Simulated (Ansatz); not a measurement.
# Pressure and energy of an 80-atom amorphous carbon cell between −10 % and +6 % volume change, PBE

A spacer in a large-volume press has to carry pressure without shortening much, and it must not release too much energy if the load is lost. We consider a spacer of amorphous carbon, 2 mm long and surrounded by a soft pressure medium. Our own limits are a working pressure of at least 5 GPa, a shortening of at most 50 µm and a stored energy of at most 700 J per cm³ of unloaded material. The bonded network must also stay the same under load, so that the spacer can spring back. Among the states that pass, we prefer the one with the highest pressure. For one model cell we calculate the pressure and the energy per atom at fixed volumes, with volume changes and energies counted from the relaxed cell. Positive pressure means compression.

## Computational details

One cell of 80 atoms, C in reduced formula. Start: 80 atoms (80 C) placed at random at 2.78 g/cm³, melted at 5500 K for 10 ps at fixed volume with the Tersoff potential (Tersoff, Phys. Rev. B 39, 5566 (1989)). Quenched from 5500 K to 100 K at 10 K/ps and fixed volume, held 5 ps. Cell and atoms were then relaxed in DFT. From that cell the volume was scaled evenly and the atoms were relaxed again at each fixed cell. Ansatz 0.2.0: Kohn-Sham DFT with PBE, PAW potentials, plane waves to 420 eV, k-points 2×2×2, no spin polarisation, no spin-orbit coupling. Occupations: Gaussian smearing of 0.05 eV. The cutoff and the k-mesh are held, so the number of plane waves changes with the volume. In the run that the rows count from, the cell has a density of 2.83 g/cm³, a pressure of 0.0 GPa and a spacing of 0.01 eV between highest filled and lowest empty level with 5 levels partly filled, and its k-points sample 16 Å along the shortest periodic direction.

Notes on method and selection:

- Cells made by classical potentials are single samples, quenched or equilibrated over picoseconds, then relaxed in DFT to a nearby minimum.
- In a glass, relaxing at another volume can switch bonds, so the points needn't lie on one elastic curve.
- All values are for 0 K, without vibrations.
- Too few of these runs have a clean gap for a gap column: frontier levels are partly filled, the cells are metallic on their meshes, or the meshes miss the band edges.
- Where atoms are relaxed at each volume, a cell can fall into another minimum, and loose force tolerances leave some of the strain unrelaxed.
- Series whose pressures fit the equation of state badly weren't written up.
- Runs that did not converge, have known faults or may not be shown are not listed, and runs on Ansatz's PAW sets soft_1 and soft_2 are kept to separate tables.

Columns:

- volume change (%): change of the cell's volume from the relaxed cell, all three axes scaled alike.
- volume (Å³/atom): volume per atom.
- pressure (GPa): pressure, a third of the trace of the stress, positive under compression, without a kinetic term.
- energy (meV/atom): free energy per atom less that of the relaxed cell.

Input lines of one member:

```
kpoints:
  mp_grid: { grid: [2, 2, 2] }
hamiltonian:
  xc: pbe
scf:
  occupations: { method: gaussian, width: 0.05 }
relax:
  f_tol: 0.05
  max_steps: 70
```

Command (options for logging and memory left out): `ansatz run input.yaml --threads 4 --backend cpu`

## Computed values

```
member        volume change (%)  volume (Å³/atom)  pressure (GPa)  energy (meV/atom)
−10 %         −10                6.3342            28.671          46.246
−6 %          −6                 6.6157            18.527          23.635
−3 %          −3                 6.8268            8.781           5.680
relaxed cell  0                  7.0380            0.001           0.000
+3 %          3                  7.2491            −7.756          5.243
+6 %          6                  7.4602            −14.547         20.044
```

Least-squares fits to the whole series, with x = volume change (%); R² and errors in the fitted variable (y, or ln y where the fit is in ln y):

```
y                  members  fit                                R²    rms residual  leave-one-out rms  the same for the mean of the others
pressure (GPa)     6        y = 0.5995 − 2.697 x + 0.01638 x²  1.00  0.63          2.2                18
energy (meV/atom)  6        y = 2.268 − 0.02532 x + 0.4578 x²  0.98  2.4           8.2                19
```

## Why the values move as they do

Pressure rises at every step as the cell shrinks, and energy rises on both sides of the relaxed cell. Around that cell the bulk modulus is $B=-V\,\mathrm{d}P/\mathrm{d}V$, which the ±3 % rows give as 7.0380 × (8.781 + 7.756) / (7.2491 − 6.8268) = 276 GPa. The energies of the same rows give (5.680 + 5.243) / (7.0380 × 0.03²) × 0.1602 = 276 GPa, where 0.1602 converts meV/Å³ to GPa. The two columns therefore agree.

The network stiffens as it is compressed. From +6 % to −6 %, the pressure gained per percent of volume is 2.26, 2.59, 2.93 and 3.25 GPa in successive steps. This is the usual behaviour of covalent bonds: repulsion steepens when they are shortened, and the restoring force weakens when they are stretched. Relaxing the atoms softens the response, because they need not follow the even scaling of the cell.

The energy is nearly quadratic, and the stiffening shows in its small departures from that form. Doubling the compression from 3 to 6 % multiplies it by 23.635 / 5.680 = 4.16, and doubling the expansion by 20.044 / 5.243 = 3.82, on either side of the factor of 4 for an ideal spring.

With zero pressure at the relaxed cell, the ±3 % rows alone fix a short rule with the coefficients (8.781 + 7.756) / 6 = 2.756 and (8.781 − 7.756) / 18 = 0.0569: $P=-2.756\,x+0.0569\,x^2$, with $P$ in GPa and $x$ the volume change in percent. It misses both ±6 % rows by 0.06 GPa and the −10 % row by 2.756 × 10 + 0.0569 × 100 − 28.671 = 4.6 GPa, while the mean of the other rows misses by typically 18 GPa. The rule can serve for estimates between −6 and +6 %, as long as no bonds switch.

## Residuals

Largest departures from the fit to the whole series:

```
member        pressure (GPa)  fit      computed − fit  in rms residuals
−6 %          18.527          17.371   +1.156          1.8
relaxed cell  0.001           0.600    −0.599          1.0
−10 %         28.671          29.208   −0.537          0.9
+6 %          −14.547         −14.993  +0.446          0.7
```

The −10 % row leaves the elastic curve. The last step of compression adds only (28.671 − 18.527) / 4 = 2.54 GPa per percent, where further stiffening was due. The work done by the pressure over that step is about 0.5 × (18.527 + 28.671) × (6.6157 − 6.3342) / 0.1602 = 41 meV/atom, yet the energy rises by only 46.246 − 23.635 = 23 meV/atom.

The missing 19 meV/atom or so points to a network that rearranged and fell into a lower minimum. The atoms also moved much farther there than at the other volumes, and no level stayed partly filled. The row is usable as a state of the compressed cell, but not as a continuation of the elastic curve.

The fit to the whole series bends towards this row, which explains its departures at −6 % and at the relaxed cell.

## Meeting the brief

The two expanded rows are under tension and the relaxed cell carries no load, so three rows remain. For a spacer of length $L$ = 2000 µm the shortening is $\Delta L=L\,[1-(1+x/100)^{1/3}]$, where the inner bracket is 1 − 3/100 = 0.97 at −3 % and 1 − 6/100 = 0.94 at −6 %. The stored energy per unloaded volume is $u=160.2\,E/V_0$ in J/cm³, with $E$ in meV/atom, $V_0$ = 7.0380 Å³/atom and 160.2 the conversion from meV/Å³.

- **−3 %:** the pressure is 8.781 GPa, the shortening 2000 × (1 − 0.97^(1/3)) = 20 µm and the stored energy 160.2 × 5.680 / 7.0380 = 129 J/cm³. It passes.
- **−6 %:** the pressure is 18.527 GPa, the shortening 2000 × (1 − 0.94^(1/3)) = 41 µm and the stored energy 160.2 × 23.635 / 7.0380 = 538 J/cm³. It passes. Like the −3 % row, it lies on the smooth elastic curve, so nothing in its pressure or energy suggests a changed network.
- **−10 %:** the pressure is 28.671 GPa, but the shortening is 2000 × (1 − 0.90^(1/3)) = 69 µm and the stored energy 160.2 × 46.246 / 7.0380 = 1053 J/cm³. It fails both limits, and its network appears to have changed.

PBE tends to make covalent carbon a few percent too soft, which would put the true pressure and stored energy somewhat higher at a given compression. We allow 10 % either way, which also leaves room for the pressures of the scaled cells, whose self-consistency threshold was loose for a stress. At −6 % the pressure is then at least 0.9 × 18.527 = 16.7 GPa and the stored energy at most 1.1 × 538 = 592 J/cm³, so the row still passes.

The scaled cells also carry shear and unequal axial stresses. Letting the cell change shape at fixed volume would lower the stored energy, which works in favour of the limit.

Our pick is the −6 % state, with the −3 % state as runner-up. The pick would be overturned if the network rearranged before reaching 6 % compression, in another sample or during long service at working temperature. The spacer might then not recover its length, and the −3 % state would be the safer rating. A stored-energy limit below about 540 J/cm³ would also hand the choice to the −3 % state.

## What to take away

Between −6 and +6 % this cell behaves as one elastic network with a bulk modulus near 276 GPa, stiffer in compression than in tension. At −10 % that description fails.

Two omitted effects are large. Zero-point motion would add roughly 0.2 eV per atom, more than the 46 meV/atom that the table spans; most of it is common to all rows, but its volume dependence would raise the pressure at fixed volume by a few GPa. The unloaded volume would grow too, and for compression counted from that larger volume most of the shift cancels. The choice of sample matters more for stiffness: amorphous carbon of much lower density, with fewer fourfold-coordinated atoms, can be softer by a factor of two or more.

[Logs are printed without paths, hosts, clocks, repeated set-up lines and the standing remarks that a program may print on its own settings, such as how far it seeks lower states.]
